**Why does it cost as much to spread two hydrogens as to push them together?**

I'm looking at a scan in which one hydrogen of a methoxy group on magnesium is swung towards a neighbouring hydrogen and away from it. I can see why pushing the two together should cost energy. But shouldn't spreading them be easier, since they then get out of each other's way? And do the density functionals describe this motion as CCSD(T) does?

Rigid scan of the H5-C1-H6 bend in gas-phase CH3FMgO (SMILES C[O][Mg][F]; atoms in SMILES order, hydrogens last), computed with Ansatz 0.2.0 in the def2-TZVPP basis, with frozen cores in CCSD(T). Only H5 moves, starting from the PBE0-D4/def2-TZVP minimum at 107.2°; the energy of that structure is the zero at each level.

| bend (°) | CCSD(T) (eV) | r2SCAN-D4 (eV) | PBE0-D4 (eV) | B3LYP-D4 (eV) | wB97M-V (eV) | B3LYP-D4 less CCSD(T) (eV) |
| --- | --- | --- | --- | --- | --- | --- |
| 89.2 | 0.3003 | 0.2942 | 0.2929 | 0.2959 | 0.2934 | -0.0044 |
| 93.7 | 0.1689 | 0.1653 | 0.1646 | 0.1663 | 0.1651 | -0.0026 |
| 98.2 | 0.0751 | 0.0733 | 0.0730 | 0.0738 | 0.0735 | -0.0013 |
| 102.7 | 0.0188 | 0.0182 | 0.0182 | 0.0184 | 0.0184 | -0.0004 |
| 107.2 | 0.0000 | 0.0000 | 0.0000 | 0.0000 | 0.0000 | 0.0000 |
| 111.7 | 0.0187 | 0.0186 | 0.0184 | 0.0186 | 0.0181 | -0.0001 |
| 116.2 | 0.0748 | 0.0739 | 0.0734 | 0.0741 | 0.0726 | -0.0007 |
| 120.7 | 0.1684 | 0.1659 | 0.1648 | 0.1664 | 0.1636 | -0.0020 |
| 125.2 | 0.2993 | 0.2944 | 0.2927 | 0.2954 | 0.2909 | -0.0039 |

**Answer**

Spreading the pair doesn't give the moving hydrogen more room overall. It has three neighbours around the carbon: the hydrogen named in the angle, the third hydrogen and the oxygen. When it leaves the first, it swings towards the other two. Both directions therefore crowd something and relieve something else, and the minimum is the place where these tendencies balance.

The geometry makes this visible. At the wide end of the scan, 125.2°, the H–C–H angle in the table has opened by 18°. Meanwhile the moving C–H bond has closed its angle to the oxygen from about 112° to 101°, and its angle to the third hydrogen from about 107° to 99°. At the narrow end, 89.2°, both of these angles have opened instead. The column heading names one angle, but the energy belongs to a motion that changes three.

The scan also rules out the picture of two hydrogens that merely repel each other. Between the minimum and the wide end their distance grows from about 1.77 to 1.95 Å, so such a repulsion would fall all the way. The CCSD(T) energy rises by about 0.30 eV instead, or 29 kJ/mol. Something other than this pair must resist the opening.

Standard bonding theory offers two sources of that resistance. The electron pairs of neighbouring bonds repel each other when they are pushed together, because electrons of the same spin can't occupy the same orbital, so that overlap between filled orbitals raises the energy (Pauli repulsion). In addition, the carbon hybrid orbital points towards the hydrogen's resting place, and a hydrogen turned away from that direction overlaps with it less well. The scan gives only the total energy, so how the cost divides between the two remains open.

Both sources can give similar costs on the two sides, for different reasons. If the hybrid itself stays fixed, the p part of its overlap falls as the cosine of the turning angle, which is the same for a turn to the left or to the right, while the s part doesn't change. A single repulsion is lopsided, as it grows faster on approach than it fades on retreat. Here, however, a contact on one side is set against two on the other, and much of the lopsidedness can cancel.

A bead between two equal springs, each of which stiffens as it is compressed, shows how this works. Moving the bead either way compresses one spring and relieves the other, so the total energy is symmetric although neither spring is. The comparison goes no further than that. In the methyl group the contacts on the two sides differ in number and kind, so theory allows close cancellation but doesn't guarantee it.

**From balance to a parabola**

Let *d* be the displacement from the minimum in degrees. At a minimum the energy has no term proportional to *d*, because the opposing tendencies balance there. The first term that remains is proportional to *d*², and lopsidedness enters only with *d*³. The zero is the PBE0-D4 minimum, so the CCSD(T) curve may also keep a small term in *d*. Averaging two points at equal distances on either side removes both of these odd terms, which leaves a clean measure of the stiffness.

The innermost pair of CCSD(T) points, 4.5° from the minimum, has the energies 0.0188 and 0.0187 eV, with an average of 0.01875 eV. The ends lie four times as far out, so a parabola predicts 4² × 0.01875 = 0.3000 eV for each. The calculation gives 0.3003 eV at the narrow end and 0.2993 eV at the wide end. Neither end was used for the prediction. Rounding of the inner points could shift both predictions together by up to 0.0008 eV, but it can't explain the 0.0010 eV between the two ends, which is a slight real asymmetry about the chosen zero. A small shift of the CCSD(T) minimum and a lopsided curve can both contribute to it.

The same rule, applied to the other rows in the output below, works equally well, and no row stands out. It can also be used between the rows: a displacement of 6° should cost about 0.033 eV. Since the three hydrogens sit almost equivalently around the carbon, swinging either of the others in the same way should give nearly the same curve.

These are costs for a hydrogen that moves while all other atoms stay put. If the neighbours could give way at a fixed H–C–H angle, the energy at any given level could only fall or stay the same. The stiffness found here is therefore an upper limit for that of a freely relaxing H–C–H bend, and it shouldn't be carried over to one unchanged.

**What the functionals get right and wrong**

All four functionals reproduce the shape but make the motion slightly too easy. At the two ends they lie between 1.3% and 2.8% below CCSD(T), with B3LYP-D4 the closest. For an energy of 0.30 eV this is less than 0.01 eV, so any of them would serve for a rough estimate of this distortion.

The last column shows what kind of error B3LYP-D4 makes. Its energy is too low on both sides, and averaged over the two sides the error grows about fourfold when the displacement doubles from 9° to 18°. That is how a parabola with slightly too little stiffness behaves. A misplaced minimum would instead make the energy too low on one side and too high on the other.

wB97M-V differs in one detail: its shortfall is larger at the wide end, whereas the other three fall short more at the narrow end. Along this motion it prefers a slightly wider angle than that of the PBE0-D4 structure, from which every curve is counted. The energies on its two sides differ by 0.0009 eV at 9° and by 0.0025 eV at 18°, roughly a threefold growth. A shifted minimum alone would double the difference, and a *d*³ term alone would multiply it by eight, so a shift is needed, with some lopsidedness besides.

The common softness shouldn't be blamed on the functionals alone. All levels were run in the same basis, and the correlation energy in CCSD(T) converges more slowly with basis size than the energy of an ordinary functional. Part of a gap of one to three per cent could therefore lie in the reference. A CCSD(T) scan in a larger basis would show how much.

The analysis program printed:

```
Harmonic continuation of the innermost CCSD(T) points:
    row  displacement in deg  harmonic in eV  CCSD(T) less harmonic in eV
   89.2                  -18             0.3                       0.0003
   93.7                -13.5          0.1688                      0.00015
   98.2                   -9           0.075                       0.0001
  102.7                 -4.5         0.01875                        5e-05
  107.2                    0               0                            0
  111.7                  4.5         0.01875                       -5e-05
  116.2                    9           0.075                      -0.0002
  120.7                 13.5          0.1688                     -0.00035
  125.2                   18             0.3                      -0.0007
Other angles of the moving hydrogen:
    row  H5-C-O in deg  H5-C-H7 in deg  H5 to H6 distance in angstrom
   89.2          120.4           113.9                          1.545
   93.7          118.4           112.4                          1.605
   98.2          116.3           110.8                          1.663
  102.7            114             109                          1.718
  107.2          111.7           107.2                          1.771
  111.7          109.2           105.3                          1.821
  116.2          106.6           103.3                          1.868
  120.7            104           101.2                          1.912
  125.2          101.3           99.05                          1.953
CCSD(T) energy at 89.2 less that at 125.2, in eV: 0.001
CCSD(T) energy at 89.2 over that at 102.7 (16 if harmonic): 15.97
CCSD(T) energy at 125.2 over that at 111.7 (16 if harmonic): 16.01
r2SCAN-D4 less CCSD(T) at 89.2, in percent: -2.031
r2SCAN-D4 less CCSD(T) at 125.2, in percent: -1.637
PBE0-D4 less CCSD(T) at 89.2, in percent: -2.464
PBE0-D4 less CCSD(T) at 125.2, in percent: -2.205
B3LYP-D4 less CCSD(T) at 89.2, in percent: -1.465
B3LYP-D4 less CCSD(T) at 125.2, in percent: -1.303
wB97M-V less CCSD(T) at 89.2, in percent: -2.298
wB97M-V less CCSD(T) at 125.2, in percent: -2.807
B3LYP-D4 error, mean at 18 deg over mean at 9 deg (4 if quadratic): 4.15
wB97M-V energy at 89.2 less that at 125.2, in eV: 0.0025
```
